Computed without a dispersion term, r2SCAN graphite begins with its layers too far apart, and every percentage along the stacking direction is counted from that wrong start. The repeat length c, which spans two layer gaps, is 7.036 Å at zero pressure, while real graphite has roughly 6.7 Å. Part of the shrinkage in the first row therefore only removes an expansion that the method itself put in.

Graphite (C, P6_3/mmc, 4 atoms per cell) relaxed under hydrostatic pressure at zero temperature, keeping its symmetry. Ansatz 0.2.0, plane-wave PAW, scalar-relativistic r2SCAN, no spin polarisation, cutoff 500 eV, Gaussian smearing of 0.1 eV. Changes are relative to the cell relaxed at zero pressure (a = 2.456, c = 7.036 Å); the energy excludes the pressure–volume term.

```tsv
applied pressure (GPa)	k mesh	volume change (%)	a change (%)	c change (%)	energy change (meV/atom)
2	18×18×6	-5.98	-0.17	-5.66	3.1
5	18×18×6	-10.87	-0.39	-10.17	12.5
10	24×24×8	-15.84	-0.73	-14.60	33.0
20	24×24×8	-21.90	-1.33	-19.77	83.6
40	24×24×8	-28.94	-2.34	-25.50	201.0
```

**The row at 2 GPa.** The c change is −5.66 %, against −0.17 % for a, the repeat length within the sheets. This contrast is no fault, because real graphite is also soft across its layers and very stiff along them. The fault shows when the percentage is turned back into a length: $7.036 \times (1 - 0.0566) = 6.64$ Å. The compressed model crystal has only just become shorter than the real one is with no load at all.

The a axis serves as the control. Its zero-pressure value of 2.456 Å corresponds to a carbon–carbon distance of 1.42 Å, the textbook value for graphite, so the functional gives a good bond length within the sheets, and the large error in length lies between them. The calculation leaves out heat and zero-point motion, but both lengthen c in the real crystal. Including them would widen the disagreement.

The reason lies in what holds the layers together. Within a sheet, neighbouring atoms share electrons. Between sheets, filled electron clouds repel each other, and much of the attraction comes from charge fluctuations in one sheet that follow those in the next. A functional such as r2SCAN builds its energy from the electron density and related quantities point by point, so it catches some attraction where the clouds overlap but misses the long-range part. With too weak a pull, the balance with the repulsion settles at too wide a gap. This is standard theory; the table has no run with dispersion added to test it directly.

The energy column shows why the missing pull moves the layers so far. The whole compression to 2 GPa costs 3.1 meV per atom, and closing c to its real length would take only about 2 meV. That is the cost on the model's own curve, not the size of the missing attraction, which can be much larger. So little energy would hardly alter a carbon–carbon bond, but across the soft gap it is enough to change c by 5 %. A small energy change is thus no sign that the geometry is right.

**The rows at 5 and 10 GPa.** Each further gigapascal now achieves less: c shrinks by 2.8 % per GPa up to the first row but by only 0.9 % per GPa between 5 and 10 GPa. The clouds overlap more as the gap closes, and their repulsion rises steeply, roughly exponentially. Suppose that the attraction present in the calculation stays constant at a value $B$. At zero pressure the repulsion must equal $B$, so after each gap has closed by $x$ the applied pressure is

$$P = B\left(e^{x/\lambda} - 1\right),$$

where $\lambda$ is the distance over which the repulsion grows by a factor $e$.

Fitted to all five rows, with $B = 2.24$ GPa and $\lambda = 0.304$ Å, this curve reproduces every layer spacing to about 0.005 Å; the output printed below gives the details. The k mesh becomes finer between 5 and 10 GPa while the zero-pressure reference stays on the coarser mesh, and the fit shows no larger step there. The two constants can partly compensate for each other, so only the curve as a whole should be trusted. It yields the size of the missing pull. To bring one gap from 3.518 Å to the real 3.35 Å, $x$ must be 0.168 Å, and

$$P = 2.24\ \text{GPa} \times \left(e^{0.168/0.304} - 1\right) \approx 1.65\ \text{GPa}.$$

A power law for the repulsion gives 1.726 GPa. Since pressure bends upward as the gap closes, the value cannot exceed the straight line from zero to the first row, which gives 1.687 GPa. Both fits run slightly high at that row (the exponential gives 2.07 GPa where 2 GPa was applied), so for this target the value is if anything a little smaller. It also depends on the recalled length: each 0.01 Å taken off the real c adds about 0.06 GPa, and a c free of heat and zero-point motion is expected to be shorter than 6.7 Å. The absent attraction acts like a clamp of this strength that was never tightened.

The stiffness along c supports this reading. At the computed zero-pressure spacing the curve gives 26 GPa, clearly softer than the roughly 40 GPa of real graphite. At the real spacing it gives 35 to 43 GPa, depending on how fast the missing pull grows as the layers approach. The calculation thus follows a reasonable repulsion curve but starts from the wrong point on it.

The clamp can now be added to the first row. With a constant missing pull, real graphite at 2 GPa should behave like the computed crystal at about 3.7 GPa, and c should shrink by 3.8 % from its real length. If the pull grows as the inverse fifth power of the spacing, as simple pairwise dispersion between sheets suggests, the figure is 4.4 %. On this estimate, between a fifth and a third of the tabulated 5.66 % is an artefact.

**The rows at 20 and 40 GPa.** Here the same error moves in two opposite directions. In length it fades, because the applied pressure far exceeds the missing pull and the repulsion has become steep: the excess in c drops from about 0.34 Å at zero pressure to an estimated 0.02–0.08 Å at 40 GPa, a figure that extends the curve beyond the last row. In the tabulated percentage change it grows, counted in percentage points, since the too-long starting cell stays in the denominator and in the difference. The table gives −25.5 % at 40 GPa, where the corrected estimate is −22 to −23 %.

For practical use, the estimates favour the computed lengths at 20 and 40 GPa. At 2 GPa they favour the percentage: applied to the real 6.7 Å, it gives 6.32 Å, which is closer to the corrected 6.41 to 6.45 Å than the computed 6.64 Å is. At 5 and 10 GPa the better choice depends on how the missing pull grows. The volume change inherits the error in c, because most of the lost volume comes from the gaps. A matching series for diamond would be affected far less. There strong bonds run in all directions, and the missing attraction finds no soft gap to widen.

A second failure matters most at these pressures, and the numbers give no hint of it. Diamond is expected to be the more stable form from about 2 GPa upward; real graphite squeezed at room temperature survives beyond that only because the change is slow, and it begins to transform at very roughly 15 to 20 GPa. The relaxation keeps the symmetry of stacked flat sheets, so the layers have no way to buckle and bond to each other. The energy change compares graphite only with its own unloaded state, so its smooth rise is no evidence of stability. The last two rows describe graphite held in its form, which a real sample may already have left.

Output of the analysis:

```
fit of closing on 5 rows: coefficient of log(1 + applied_pressure/s) 0.3044 +/- 0.001, s 2.24; rms 0.00332, worst 2 -0.00488, leave-one-out rms 0.00715
fit of closing_log on 5 rows: coefficient of log(1 + applied_pressure/s) 0.1114 +/- 0.00078, s 3.129; rms 0.00228, worst 2 -0.00321, leave-one-out rms 0.00501
Computed response:
  row  c in Å  layer spacing in Å  c change over a change  mean c shrinkage in % per GPa  gap work in meV/atom  total work in meV/atom
    2   6.638               3.319                   33.29                           2.83                 2.984                   3.168
    5    6.32                3.16                   26.08                          2.034                 11.73                   12.74
   10   6.009               3.004                      20                           1.46                 29.77                   33.33
   20   5.645               2.822                   14.86                         0.9885                 70.77                   82.93
   40   5.242               2.621                    10.9                         0.6375                 160.1                   199.6
Estimate with missing pull:
  row  c constant pull in Å  c growing pull in Å  c change constant pull in %  c change growing pull in %  c excess constant pull in Å  c excess growing pull in Å
    2                 6.447                6.406                        -3.77                      -4.386                       0.1903                      0.2316
    5                 6.197                6.138                        -7.51                      -8.392                       0.1236                      0.1827
   10                 5.925                 5.86                       -11.57                      -12.54                      0.08361                      0.1489
   20                 5.595                5.531                       -16.49                      -17.45                         0.05                      0.1141
   40                 5.225                5.167                       -22.02                      -22.89                      0.01713                     0.07529
Excess of the zero-pressure c over the recalled value in %: 5.015
Missing pull from exponential curve in GPa: 1.65
Missing pull from power-law curve in GPa: 1.726
Upper bound of missing pull from straight chord in GPa: 1.687
Energy to close c to the recalled value in meV/atom: 2.053
Stiffness along c at the computed zero-pressure spacing in GPa: 25.89
Stiffness along c at the recalled spacing with constant pull in GPa: 42.81
Stiffness along c at the recalled spacing with growing pull in GPa: 34.56
```
